Why do the outer electrons of antimony monohydride sit at the energies they do, and why does the same orbital lie at two different energies for the two spin directions, 1.65 eV apart in one case and 0.11 eV in another? Hydrogen brings a single 1s function, which is symmetric about the bond axis and mixes only with antimony orbitals of the same symmetry. Two electrons are left over in antimony 5p orbitals that point across the bond, and they align their spins. In this unrestricted, scalar-relativistic PBE calculation the first fact sets the order of the bonding, nonbonding and antibonding levels, and the second accounts for most of the shifts between the two halves.

Outer Kohn–Sham orbitals of triplet SbH at a bond length of 1.718 Å, with the Mulliken shares of the main atomic shell and of the first atom, Sb. Computed with PySCF 2.14.0 using unrestricted PBE/x2c-TZVPPall, the spin-free X2C-1e Hamiltonian, Gaussian nuclei and a fixed occupation, without spin-orbit coupling.

| orbital | spin | filling | energy (eV) | main shell | its share | share on the first atom |
| --- | --- | --- | --- | --- | --- | --- |
| 2delta | alpha | 1 | -33.20 | Sb d | 1.00 | 1.00 |
| 2delta | alpha | 1 | -33.20 | Sb d | 1.00 | 1.00 |
| 9sigma | alpha | 1 | -33.10 | Sb d | 1.00 | 1.00 |
| 5pi | alpha | 1 | -33.10 | Sb d | 1.00 | 1.00 |
| 5pi | alpha | 1 | -33.10 | Sb d | 1.00 | 1.00 |
| 10sigma | alpha | 1 | -13.73 | Sb s | 0.88 | 0.89 |
| 11sigma | alpha | 1 | -7.62 | Sb p | 0.49 | 0.60 |
| 6pi | alpha | 1 | -5.30 | Sb p | 0.99 | 1.00 |
| 6pi | alpha | 1 | -5.30 | Sb p | 0.99 | 1.00 |
| 12sigma | alpha | 0 | -0.50 | Sb p | 0.48 | 0.54 |
| 13sigma | alpha | 0 | 3.55 | H s | 0.61 | 0.41 |
| 7pi | alpha | 0 | 3.90 | Sb d | 0.97 | 0.98 |
| 9sigma | beta | 1 | -32.99 | Sb d | 1.00 | 1.00 |
| 5pi | beta | 1 | -32.94 | Sb d | 1.00 | 1.00 |
| 5pi | beta | 1 | -32.94 | Sb d | 1.00 | 1.00 |
| 2delta | beta | 1 | -32.94 | Sb d | 1.00 | 1.00 |
| 2delta | beta | 1 | -32.94 | Sb d | 1.00 | 1.00 |
| 10sigma | beta | 1 | -12.65 | Sb s | 0.81 | 0.83 |
| 11sigma | beta | 1 | -7.22 | Sb p | 0.43 | 0.58 |
| 6pi | beta | 0 | -3.65 | Sb p | 0.99 | 0.99 |
| 6pi | beta | 0 | -3.65 | Sb p | 0.99 | 0.99 |
| 12sigma | beta | 0 | -0.04 | Sb p | 0.53 | 0.57 |

The labels sigma, pi and delta give the angular momentum about the bond axis, $|m| = 0, 1, 2$, and the number in front counts orbitals of that symmetry upward from the core. A pi or delta level is a degenerate pair, $+m$ and $-m$. Alpha is the majority spin, and the filling is the number of electrons in the spin orbital. The main shell is the atomic shell with the largest Mulliken share, and the first atom is antimony. Such shares depend on the basis and are best read as approximate compositions.

## The alpha half: 4d block and 5s

The first five rows are antimony 4d to the printed precision. They span 0.10 eV and lie more than 19 eV below the next level. A compact shell so far below the hydrogen 1s level has little overlap with it and a large energy mismatch, so it takes practically no part in the bond. Bonding therefore gives no ready reason why 2delta should be lowest, and the explanation has to wait for the beta half.

The 10sigma level at $-13.73$ eV is mostly antimony 5s, with a share of 0.88. It has the right symmetry to mix with hydrogen, and the same calculation gives it an H s share of 0.107. The mixing stays modest because 5s lies well below hydrogen 1s. The orbital is close to a lone pair on antimony.

## The bond: 11sigma and 12sigma

The entry "Sb p" for 11sigma hides its character, since that shell holds only 0.49 of the orbital. Hydrogen s holds 0.394, so the orbital is shared fairly evenly and is the Sb–H bond. The empty 12sigma has nearly the same make-up, 0.48 Sb p and 0.466 H s, and is its antibonding partner. A 5p orbital along the axis and the hydrogen 1s are close in energy, which in a two-level picture yields just such a pair of evenly mixed orbitals.

The 6pi pair lies between them and is 5p to 0.99, because hydrogen has no valence function of pi symmetry. It can serve as a rough marker of where 5p lies without a bond. Averaged over the two spins, 11sigma is 2.9 eV below this marker and 12sigma is 4.2 eV above it. Overlap by itself makes an antibonding level rise more than the bonding one falls. The unequal distances cannot be put down to overlap alone, however, because the hydrogen 1s level need not coincide with the marker and the lower-lying antimony 5s pushes the sigma levels up.

## The open shell: 6pi

Antimony gives five valence electrons and hydrogen one. Four of the six fill 10sigma and 11sigma, and the last two enter the degenerate 6pi pair. They take one orbital each with parallel spins, as Hund's rule has it, because, for the same pair of orbitals, electrons of like spin avoid each other and repel less. The occupation was held fixed in the calculation, so the table describes this triplet without testing it against other states. Its $\langle S^2\rangle$ of 2.004 is close to the exact 2, and the determinant is a nearly clean triplet.

The highest filled level is 6pi alpha at $-5.30$ eV and the lowest empty one is 6pi beta at $-3.65$ eV. This frontier gap separates two spin copies of one nonbonding shell, and a scan of the bond length in the same calculation supports that reading. A gap between bonding and antibonding levels closes quickly as a bond is stretched, whereas this one changes from 1.637 eV at the shortest distance of the scan to 1.684 eV at a bond nearly half as long again.

The reading holds while the determinant keeps its character. At 2.663 Å the value of $\langle S^2\rangle$ has risen to 2.181, the sigma bond has become strongly polarised in spin, and the added alpha excess on antimony should widen the gap. The 1.65 eV is a difference of Kohn–Sham orbital energies and is no optical or singlet–triplet transition energy. The filled valence levels of PBE typically lie too high to be read as ionisation energies. Spin-orbit coupling, which is appreciable for antimony 5p and would split the 6pi pair, is left out.

The alpha half ends with 13sigma and 7pi above zero energy. They are unbound, and their energies and shapes are set by the most diffuse functions of the basis. The second 7pi partner and the beta counterparts of both levels are missing only because the list stops before them. The shell shares of 13sigma add up to 1.10, a familiar artefact of Mulliken partitioning in diffuse orbitals. Neither row carries chemical information.

## The beta half: where the spin density lies

All seven orbitals that appear in both halves lie higher for beta spin. Both spins feel the same nuclei and the same Coulomb field, and they differ only in the exchange-correlation potential. That potential is in general more attractive for alpha electrons where alpha density is in excess, and the excess comes mainly from the two 6pi electrons. It forms a ring around the antimony atom in the plane perpendicular to the bond and vanishes on the axis. An orbital should then be split in proportion to how much of it lies in the ring.

To first order the splitting of orbital $\phi_i$ is

$$\Delta_i = \varepsilon_i^{\beta}-\varepsilon_i^{\alpha} \approx \int |\phi_i|^2\,\bigl(v_{xc}^{\beta}-v_{xc}^{\alpha}\bigr)\,d^3r .$$

The densities of $p_{+1}$ and $p_{-1}$ both vary as $\sin^2\theta$, with $\theta$ measured at antimony from the bond axis. If the potential difference is taken proportional to this spin density, and shells of one principal quantum number are given the same radial factor $J$, then $\Delta_i \approx J\sum_k s_k\langle\sin^2\theta\rangle_k$, where $s_k$ is the share of antimony shell $k$. Writing $\sin^2\theta = \tfrac23(1-P_2)$, with $P_2$ the Legendre polynomial in $\cos\theta$, and averaging over a spherical harmonic gives

$$\langle\sin^2\theta\rangle_{lm} = \frac23\left[1-\frac{l(l+1)-3m^2}{(2l-1)(2l+3)}\right].$$

The weights are $4/5$ for a p orbital across the axis, $2/3$ for s and $2/5$ for p along the axis. No least-squares fit enters, since $J$ is fixed by one row for each shell, and that row agrees by construction.

## The beta 4d block: a changed order

The five beta 4d rows show the angular effect most cleanly, since they share one radial function and one atom. A delta orbital lies flat in the plane of the ring and a sigma orbital is drawn out along the axis. For $l=2$ the bracket equals $27/21$, $18/21$ and $15/21$ for delta, pi and sigma, so the weights stand as 18 : 12 : 10. The table has the same order of splittings, 0.26 eV for 2delta, 0.16 eV for 5pi and 0.11 eV for 9sigma.

With 2delta as the scale, 5pi should be split by 0.67 of the delta value, and the table gives $0.62 \pm 0.06$, where the margin is what two-decimal energies allow. For 9sigma the estimate is 0.56 against $0.42 \pm 0.05$, too large by more than rounding permits. The order is thus reproduced and the contrast between delta and sigma is understated. A possible reason, untested here, is that the filled shells are themselves polarised in spin and alter the potential near the axis.

The change of order follows from adding two effects. Each alpha level lies half a splitting below the spin-averaged energy of its orbital and each beta level half a splitting above. Bonding and the electric field of the molecule act on both spins alike and show up in the averages, where 2delta is 0.025 eV below 9sigma. Half the difference of their splittings is 0.075 eV, and the two add to put 2delta 0.10 eV below 9sigma in alpha and subtract to put it 0.05 eV above in beta. For this pair the spin term outweighs the spin-independent one and reverses the order.

Between 5pi and 9sigma the two terms are about equal, which produces the tie at $-33.10$ eV in alpha. This tie, like the one at $-32.94$ eV in beta, holds to the printed digits and has no symmetry behind it. This fine order should not be carried over to a measured spectrum. Spin-orbit coupling, left out here, is expected to split antimony 4d by far more than the whole spread in the table and to mix the sigma, pi and delta labels.

The scale of the 4d splittings is small as well. Dividing the 2delta splitting by its weight $18/21$ gives $J = 0.30$ eV, which is 0.15 of the valence value found below. A likely cause is poor radial overlap, as the 4d shell lies mostly inside the region where the 5p spin density is large. The high total density there also weakens the response of the potential to a given spin density.

## The beta valence rows: 11sigma worked through

The valence scale comes from the 6pi row alone, from its splitting, share and weight:

$$J = \frac{1.65\ \text{eV}}{0.99\times 0.8} = 2.08\ \text{eV}.$$

The row 11sigma is no part of this scale. Its Sb p share is taken as the mean of the two spins, $(0.49+0.43)/2 = 0.46$. The same calculation gives it a smaller Sb s share, with mean $(0.098+0.15)/2 = 0.124$. The hydrogen part is counted as outside the ring and gets weight zero, so that

$$\Delta \approx 2.08\ \text{eV}\times\left(0.46\times\tfrac25 + 0.124\times\tfrac23\right) = 2.08\ \text{eV}\times 0.267 = 0.56\ \text{eV}.$$

The table gives 0.40 eV, so the estimate is 39 % too high relative to the computed splitting. It does explain why the bond is split by only about a quarter of the 6pi value: much of the orbital is on hydrogen, and its p part points along the axis where the spin density has a node. The other two valence rows, each estimated from its main shell alone, come out better, 9 % high for 10sigma and 9 % low for 12sigma. The low value for 12sigma has no meaning of its own, because about 0.05 of that orbital sits in other antimony shells, and counting this part with a weight like that of an s or d shell would lift the estimate slightly above the table value. The estimate puts 11sigma above 12sigma, and the table has them the other way round.

These two orbitals have similar shares, so the shares alone do not decide the splitting. A bonding orbital gathers density between the nuclei, on the axis and away from the ring, and Mulliken partitioning hands half of that overlap density to antimony. An antibonding orbital is depleted there and is more concentrated on the atoms than its shares suggest. This would make the estimate err further upward for 11sigma than for 12sigma, as found, but it is a plausible reading that the numbers do not test. The close agreement for 10sigma deserves caution too, since 5s and 5p were given one radial factor and the potential is not linear in the spin density.

## What the shift does to hydrogen

The share columns show a consequence of the splitting. In beta the antimony levels are raised while hydrogen, far from the ring, is little affected. When two levels mix, raising one partner moves weight in the lower combination onto the other. Here antimony 5s and 5p both mix with hydrogen, so the rule is only a guide, but the filled orbitals follow it. The share on antimony falls from 0.89 to 0.83 in 10sigma and from 0.60 to 0.58 in 11sigma on going from alpha to beta.

Summed over the filled outer orbitals, with the shares at full precision, hydrogen holds 0.520 alpha and 0.590 beta electrons. It therefore carries a small spin opposite to that of the molecule, $-0.069$ before rounding, and antimony carries correspondingly more than two unpaired electrons. The population analysis of the same calculation gives the same figure, which confirms the book-keeping and locates the effect mainly in the two sigma orbitals without being an independent test. This is spin polarisation of the sigma bond by the pi electrons, and it is the likely origin of the slight excess of $\langle S^2\rangle$ over 2.
